# Why aluminium absorbs near 5 eV but takes energy from fast electrons near 16 eV

The loss function measures how readily a fast electron passing through a solid gives up a certain energy. It follows from the dielectric function $\varepsilon=\varepsilon_1+i\varepsilon_2$, whose imaginary part $\varepsilon_2$ describes absorption:

$$L=-\mathrm{Im}\,\frac{1}{\varepsilon}=\frac{\varepsilon_2}{\varepsilon_1^2+\varepsilon_2^2}.$$

Here $\varepsilon$ was computed in the random-phase approximation (RPA), in which electrons respond independently to the total electric field, on density-functional states. The electron hands over a momentum of $q=0.51$ Å⁻¹, and the crystal is squeezed to 0.96 of its starting volume.

Two orders of magnitude are worth keeping. The loss is about ten at 16 eV and below a tenth at 5 eV, although $\varepsilon_2$ at this momentum is largest near 5 eV. The passing electron loses little where the material seems most able to absorb.

Yambo 5.3.0, RPA loss function (Hartree kernel) of fcc aluminium at 0.96 of its starting volume, on Quantum ESPRESSO PBEsol states with PseudoDojo 0.4.1 SR standard potentials. Momentum transfer is 0.1875 of a reciprocal lattice vector, damping 0.5 eV, k-mesh 16×16×16, 32 bands, screening block 2 Ry, wave cutoff 381 eV and Fermi-Dirac smearing 0.05 eV.

```
row  loss function  loss energy (eV)
  1          0.000              0.00
  2          0.022              1.41
  3          0.038              2.61
  4          0.059              4.02
  5          0.066              5.43
  6          0.068              6.83
  7          0.069              8.04
  8          0.101              9.45
  9          0.172             10.85
 10          0.323             12.26
 11          0.629             13.47
 12          2.089             14.87
 13          9.529             16.28
 14          2.337             17.69
 15          0.786             18.89
 16          0.354             20.30
 17          0.198             21.71
 18          0.132             23.12
 19          0.098             24.32
 20          0.073             25.73
 21          0.058             27.14
 22          0.046             28.54
 23          0.039             29.75
 24          0.030             31.16
 25          0.026             32.56
 26          0.023             33.97
 27          0.021             35.18
 28          0.020             36.58
 29          0.018             37.99
 30          0.017             39.40
```

## Rows 1 to 7: strong absorption, little loss

The loss rises from zero and then almost levels off, reaching only 0.069 in row 7. Over most of this range the passing electron can lift a single conduction electron out of the Fermi sea. For free electrons of aluminium's density, such excitations reach up to 7.9 eV at this momentum. Their number first grows with energy, since more of the filled states can then reach an empty one, and dies out towards the upper edge. This fits the computed $\varepsilon_2$, which peaks at 15.3 near 5.2 eV.

The formula for $L$ shows why so little of this appears as loss. Whatever the value of $\varepsilon_1$, the loss can't exceed $1/\varepsilon_2$, so strong absorption sets a low ceiling. At the absorption peak that ceiling is 0.065, and the loss read between rows 4 and 5 is also 0.065. In physical terms, the mobile electrons screen the field of the intruder so well that it can hardly do work on them.

Touching the ceiling has a second meaning: $\varepsilon_1$ must be small beside $\varepsilon_2$ there. A plasmon, the joint oscillation of all conduction electrons, can be located by looking for a zero of $\varepsilon_1$. Near 5 eV that recipe would mislead, because single-electron excitations drain any joint motion before it can build up. Above the absorption peak $\varepsilon_2$ falls and the ceiling lifts, but in the electron gas $\varepsilon_1$ then turns clearly negative. This keeps the loss nearly level up to row 7.

## Rows 8 to 12: the approach to resonance

From row 8 the loss climbs ever more steeply, from 0.101 to 2.089 in row 12. Free electrons can no longer absorb singly at these energies, so $\varepsilon_2$ becomes small and the ceiling lifts further. In the gas, what remains of $\varepsilon_2$ comes only from the artificial damping discussed under row 13, so the size of the loss in these rows depends on that setting too. Meanwhile $\varepsilon_1$, which is negative here, returns towards zero as the energy grows. The loss rises because the denominator of $L$ shrinks.

Where $\varepsilon_1$ reaches zero can be estimated from the density alone. If all conduction electrons shift together against the ions, the charge left at the edges pulls them back, and they oscillate with

$$\hbar\omega_p=\sqrt{4\pi\,n\,\frac{e^2}{4\pi\varepsilon_0}\,\frac{\hbar^2}{m}},$$

where $n$ is the number of electrons per volume and $m$ the electron mass. Three electrons in 15.94 Å³ give $n=0.188$ Å⁻³. With $e^2/4\pi\varepsilon_0=14.4$ eV Å and $\hbar^2/m=7.62$ eV Å², the result is about 16.1 eV.

## Row 13: the plasmon

The computed peak lies at 16.28 eV, within one 0.2 eV step of the calculation's energy grid from this estimate. The row played no part in the estimate, yet the agreement is better than the formula deserves. The formula holds for a uniform shift of all electrons, whereas at finite momentum they bunch into a wave. Compressing an electron gas costs extra energy, which stiffens the oscillation.

The Lindhard formula, the RPA response of a uniform electron gas, includes this stiffening. With the density, momentum and damping of the run and no adjustable constant, it puts the plasmon at 17.0 eV, about 0.7 eV too high. The crystal thus seems to pull the plasmon down by nearly as much as the finite momentum pushes it up. A likely cause is that the lattice allows transitions between bands at energies above the plasmon, whose polarisation weakens the restoring force. This calculation doesn't isolate their share, and its convergence with k-mesh, bands and cutoff isn't shown.

The amount needed is small. The printed loss and $\varepsilon_2$ of the gas imply an $\varepsilon_1$ of about $-0.10$ at 16.3 eV, so an addition of 0.10 would move its zero there from 17.0 eV. Beside an absorption peak of 15 this is tiny, but near the plasmon $\varepsilon_1$ climbs by only about 0.14 per eV, so a small correction shifts its zero visibly.

The height of the line depends on how small $\varepsilon$ becomes at the plasmon. If $\varepsilon_1$ vanishes at the peak, the loss equals $1/\varepsilon_2$, and 9.529 corresponds to $\varepsilon_2\approx0.105$. The two energies near 5 and 16 eV thus share an $\varepsilon_1$ that is small beside $\varepsilon_2$, and differ in $\varepsilon_2$ itself by a factor of about 150. Since each loss is then $1/\varepsilon_2$, the losses differ by the same factor.

Peak height and breadth should not be read as properties of aluminium alone. The calculation smears every excitation by a chosen damping of 0.5 eV, and in the gas model this alone produces an $\varepsilon_2$ of 0.077 at the peak energy. That is about three quarters of the computed value, so no plasmon lifetime follows from the table. The position is safer, though RPA tends to exaggerate the rise of the plasmon with momentum.

## Rows 14 to 30: beyond the resonance

The loss falls in every row after the peak, to 0.017 at 39.40 eV. The field now alternates too fast for the electrons to follow, and $\varepsilon_1$ tends to one. The denominator amplifies less and less, so the loss approaches the small $\varepsilon_2$.

In the last row the gas model gives only 0.006, less than half the computed loss. Transitions that the lattice permits and a uniform gas forbids may supply the difference, but this is untested.

## What carries over

The printed output sets both electron-gas models beside selected rows, and they fail in opposite places. The zero-momentum formula finds the peak but gives less than half the computed loss in rows 2 to 5. The Lindhard gas comes within 15% of the computed loss in rows 2 to 6, though it falls about a quarter short in row 7, just above its single-electron edge, and it misplaces the plasmon. Low-energy loss therefore depends on the momentum handed over, while the main line is set chiefly by electron density.

For a similar simple metal, the plasmon energy can be guessed from the square root of the electron density. The squeeze applied here, 4% in volume, raises it by about 2%. In the electron gas, a smaller momentum lowers the upper edge of the single-electron range and draws the weak shelf towards zero energy, while the plasmon remains. In the crystal, transitions between bands can still absorb at low energy.

The analysis program printed:

```
Momentum transfer (1/A): 0.5107
Free-electron plasma energy at zero momentum (eV): 16.11
Computed loss peak less that plasma energy (eV): 0.1708
Upper edge of the free-electron pair continuum at this momentum (eV): 7.894
Plasmon energy of the electron gas at this momentum (eV): 17
Gas plasmon at this momentum less computed loss peak (eV): 0.7249
Ceiling of the loss at the absorption peak, one over eps2: 0.06515
Computed loss interpolated at the absorption peak: 0.06499
Loss peak height over the loss at the absorption peak (ratio): 146.6
Loss of the gas at this momentum, rows 2 to 7: 0.01972, 0.03559, 0.05156, 0.06118, 0.06206, 0.05118
Loss of the gas at zero momentum, rows 2 to 7: 0.005507, 0.01059, 0.01758, 0.02656, 0.03899, 0.05471
Loss of the gas at this momentum, rows 12 to 14: 0.774, 4.729, 5.472
Loss of the gas at zero momentum, rows 12 to 14: 2.251, 14.42, 1.462
Computed eps2 at the loss peak, taken as one over the peak height: 0.1049
Gas eps2 at the same energy, all from the damping: 0.07678
Static dielectric value of the gas with damping: 15.46
Static dielectric value of the gas without damping: 17.24
Loss of the gas at this momentum in the last row: 0.006405
```
